## What is computed

The energy over elements is the energy of zinc oxide minus that of the same atoms in solid zinc and oxygen gas, all with the PBE density functional. A negative value means that the oxide is the more stable side. The volume $V$ per atom was held at a chosen value in each row, while the shape of the cell and the atoms inside it were free to relax. The pressure $P$ is therefore what the crystal exerts on its surroundings at that volume: positive when it pushes outward, negative when it has to be held stretched.

Wurtzite ZnO (P6₃mc) computed with Ansatz 0.2.0 using PBE, PAW and plane waves, without spin polarization or dispersion correction; cutoff 420 eV, 9×9×6 k mesh, Gaussian smearing 0.02 eV. Cell shape and atoms were relaxed at each fixed volume, with a force tolerance of 0.01 eV/Å. Energies are relative to solid Zn and O₂ gas; positive pressure means compression.

```tsv
volume (relaxed cell) (Å³/atom)	c/a (relaxed cell)	shortest distance (relaxed cell) (Å)	energy over elements (eV/atom)	pressure (GPa)
10.847	1.6136	1.915	-1.334	21.880
11.216	1.6141	1.937	-1.376	14.990
11.586	1.6141	1.958	-1.404	9.150
11.956	1.6140	1.978	-1.419	4.210
12.695	1.6140	2.018	-1.420	-3.560
13.065	1.6141	2.038	-1.408	-6.600
13.558	1.6141	2.063	-1.382	-9.950
```

## Energy is the sum of the pushing

Pressure is the downhill slope of energy against volume,

$$P=-\frac{dE}{dV}.$$

A squeezed crystal lowers its energy by expanding, a stretched one by shrinking, and between them lies the volume where the slope vanishes. The pressure changes sign between the rows at 11.956 and 12.695 Å³/atom, so the minimum lies there, at roughly 12.3 Å³/atom. This is the volume of a motionless lattice, without thermal or zero-point vibration. It is 3 to 4% larger than the measured one, mainly because PBE makes the bonds slightly too long. Near the minimum, a real crystal held at one of the tabulated volumes would therefore have a lower pressure than the table gives.

The energies of these two rows are almost equal, which looks odd beside the large changes elsewhere. It is no flat stretch of the curve. On the way from one row to the other the energy of the crystal first falls and then rises again by nearly the same amount, because the two rows stand on opposite slopes of one valley. That step in volume is also about twice as wide as its neighbours, so the raw energy differences from row to row should not be compared directly.

The valley is shallow compared with the energy of forming the oxide. From the deepest to the highest row the energy varies by about 6% of the energy over elements. Changing the volume lengthens or shortens the bonds, but each atom keeps its four neighbours and zinc still gives charge to oxygen. PBE makes the formation energy too weak, since experiment gives roughly −1.8 eV/atom. The reference energy of the elements is the same in every row, however, so it shifts the whole valley without altering its shape.

## The valley is lopsided

The rows at 11.586 and 13.065 Å³/atom lie almost equally far from the minimum. The squeezed one pushes outward with 9.15 GPa, while the stretched one pulls inward with only 6.60 GPa. The crystal resists compression more strongly than it resists expansion.

The bulk modulus measures this resistance locally,

$$K=-V\frac{dP}{dV},$$

the pressure needed per relative change of volume. Taken between neighbouring rows, it falls at every step of the expansion, from 206 GPa at the squeezed end to 90 GPa at the stretched end. A single bulk modulus therefore describes zinc oxide only near the volume at which it was determined.

## Why squeezing stiffens the crystal

The simplest account of such a crystal sets two tendencies against each other. Positive zinc and negative oxygen ions attract, and this attraction favours a small volume. At short distance the filled electron shells of neighbouring ions overlap. The Pauli principle forbids their electrons to share the same states, which forces some of them into states of higher kinetic energy. The resulting repulsion favours a large volume.

The attraction alone could not make the crystal stiff. If the charges stay fixed and all distances scale together, its energy varies as the inverse distance, and hence with a positive constant $A$ as

$$E_\text{att}=-A\,V^{-1/3},\qquad P_\text{att}=-\frac{A}{3}V^{-4/3},\qquad K_\text{att}=-\frac{4A}{9}V^{-4/3}.$$

The last expression is negative: the closer the ions come, the harder they pull each other together. A crystal held by this force alone would collapse.

The positive stiffness must come from the repulsion, and the repulsion must rise more steeply than the attraction. This is what overlapping shells provide. The outer part of an electron cloud thins out roughly exponentially with distance, so a small shortening of the bond raises the overlap by a large fraction. The inward pull of fixed charges grows by a factor of 1.35 from the largest volume to the smallest. That pull is expected to be large, so this is no small change in GPa. The net pressure nevertheless swings from −9.95 to 21.88 GPa, so in this picture the outward push must grow by a larger factor than the pull.

The lopsided valley follows. Compression brings the ions into the region where repulsion climbs quickly, and each further step costs more than the last. Expansion weakens the repulsion faster than the attraction, so the crystal is pulled inward while its stiffness, which in this picture only the repulsion supplies, declines. The repulsion is far from gone, however: even the last step of the stretching still shows a bulk modulus of 90 GPa. The calculation shows the softening itself. The division into two forces is a theoretical argument, and a simplified one, because the bond in zinc oxide is also partly covalent.

The assumption that all distances scale together can be checked. Over the series the shortest distance grows by 7.7%, just as the cube root of the volume does. Much of this agreement is inherited from the starting cells, which are scaled copies of one another: where the steps are recorded, the relaxation ended after two or three of them, having lowered the energy by at most 0.00002 eV per cell. The better evidence for nearly uniform scaling is that the forces and unequal stresses left on these cells are small. The ratio c/a also hardly moves, but its constancy is not established: the small stresses left after relaxation could shift it by one or two thousandths, more than its whole spread in the table. They push towards a lower c/a in the squeezed rows and a higher one in the stretched rows, so a slight rise with volume may be hidden here. A shift of that size would have a negligible effect on the energy.

## How far a simple spring would go

The simplest model treats the volume as a perfect spring: the valley is a parabola in volume, and the pressure is a straight line. The two rows beside the minimum define such a line. Its slope is

$$\frac{-3.56-4.21}{12.695-11.956}\approx-10.5\ \text{GPa per Å}^3\text{/atom}.$$

For the smallest volume, which played no part in drawing the line, it predicts

$$P\approx4.21+10.5\times(11.956-10.847)\approx15.9\ \text{GPa}.$$

The calculation gives 21.88 GPa, so the spring misses more than a quarter of the pressure. At the largest volume it errs the other way in effect: it predicts an inward pull of 12.6 GPa where the crystal manages 9.95 GPa. Part of both misses is geometry. Near the minimum the bending of the pressure curve is proportional to $K'+1$, where $K'=dK/dP$. A straight line in volume has $K'=-1$, so its bulk modulus even rises on expansion. Bonds that were perfect springs in their length would give $K'=+1$, and the rows give about 4.3. Roughly a third of each miss is therefore expected from the link between bond length and volume alone. In the picture of two forces the larger part comes from a repulsion that strengthens on one side and fades on the other. The printed results after the text compare this line with every row.

The strongly squeezed end needs a caution. Real zinc oxide changes to the denser rocksalt structure at roughly 9 to 10 GPa. The two smallest volumes lie beyond that pressure and remain in the wurtzite structure because a relaxation only moves downhill from its start and does not cross the barrier to another structure; here it also kept the starting symmetry. They show how wurtzite stiffens, not what a sample would do if it had time to transform.

## The same softening shapes how the gap responds to pressure

The runs also give the band gap, the energy between the highest filled and the lowest empty electron state. It shrinks as the crystal expands, from 0.92 eV at the smallest volume to 0.60 eV at the largest. The lowest empty state is largely an antibonding combination of zinc 4s and oxygen 2s orbitals. Shorter bonds increase the overlap and push this state up, which opens the gap. The highest filled state, mainly oxygen 2p, is also pushed up, by the filled zinc 3d shell, and this offsets part of the opening. That orbital account is standard theory; the runs themselves show only the net change.

How strongly the gap responds depends on the ruler. Per GPa, the response is 2.6 times as large at the stretched end as at the squeezed end. Per relative change of volume it differs by a factor of only 1.13. The link between the two is

$$\frac{dE_\text{gap}}{dP}=-\frac{1}{K}\,\frac{dE_\text{gap}}{d\ln V}.$$

The orbitals respond to bond lengths, and pressure matters through the change of bond length that it produces. One more GPa shortens the bonds of an already squeezed, stiff crystal only slightly, so the gap moves little. The same GPa acts more strongly on a stretched, soft crystal.

For practical use over a wide range of pressure, it is therefore better to convert pressure into volume first and then volume into gap. Near the minimum, 1% more volume lowers the PBE gap by about 15 meV. The gap itself should not be taken from these runs, because PBE places it far below the measured value of roughly 3.4 eV. The rate of change is too small as well: measured gaps open roughly twice as fast with pressure as the 11 meV per GPa found here near the minimum. A likely part of the cause is that PBE places the zinc 3d shell too high in energy, so that it pushes too hard on the highest filled state and offsets too much of the opening.

Output of the analysis:

```
Each step from the row above, and the constant-stiffness line (GPa):
     row  mean pressure of step  pressure from energy slope  bulk modulus of step  line pressure  computed less line
  10.847                    n/a                         n/a                   n/a          15.87                6.01
  11.216                  18.43                       18.39                   206          11.99               2.999
  11.586                  12.07                       11.96                 179.9            8.1                1.05
  11.956                   6.68                       6.621                 157.1           4.21                   0
  12.695                  0.325                      0.1106                 129.6          -3.56          -4.441e-16
  13.065                  -5.08                      -5.118                 105.8          -7.45              0.8503
  13.558                 -8.275                      -8.333                 90.44         -12.63               2.684
Gap and its response over each step from the row above:
     row  gap eV  eV per unit ln volume  meV per GPa
  10.847  0.9236                    n/a          n/a
  11.216  0.8776                 -1.374        6.672
  11.586  0.8326                 -1.386          7.7
  11.956  0.7874                  -1.44        9.162
  12.695  0.6997                 -1.461        11.28
  13.065  0.6563                 -1.511        14.28
  13.558  0.5987                 -1.555        17.19
Volume at zero pressure by straight interpolation, slightly too large (Å³/atom): 12.36
Energy of row 11.956 above row 12.695 (meV/atom): 0.51
Energy of row 11.586 above row 13.065 (meV/atom): 3.98
Energy span of all rows (eV/atom): 0.08577
Energy span as share of the deepest energy over elements (%): 6.04
Stiffness of first step over last step (ratio): 2.277
Rise of bulk modulus per GPa of pressure, first to last step: 4.325
Inward pull of fixed charges, smallest over largest volume (ratio): 1.346
Bond lengthening over the series (%): 7.728
Lengthening expected from cube root of volume (%): 7.72
Gap lost over the series (eV): 0.3248
Gap response per GPa, last step over first step (ratio): 2.577
Gap response per relative volume change, last over first step (ratio): 1.132
Largest residual stress along a less along c (GPa): 0.1195
Smallest residual stress along a less along c (GPa): -0.1229
```
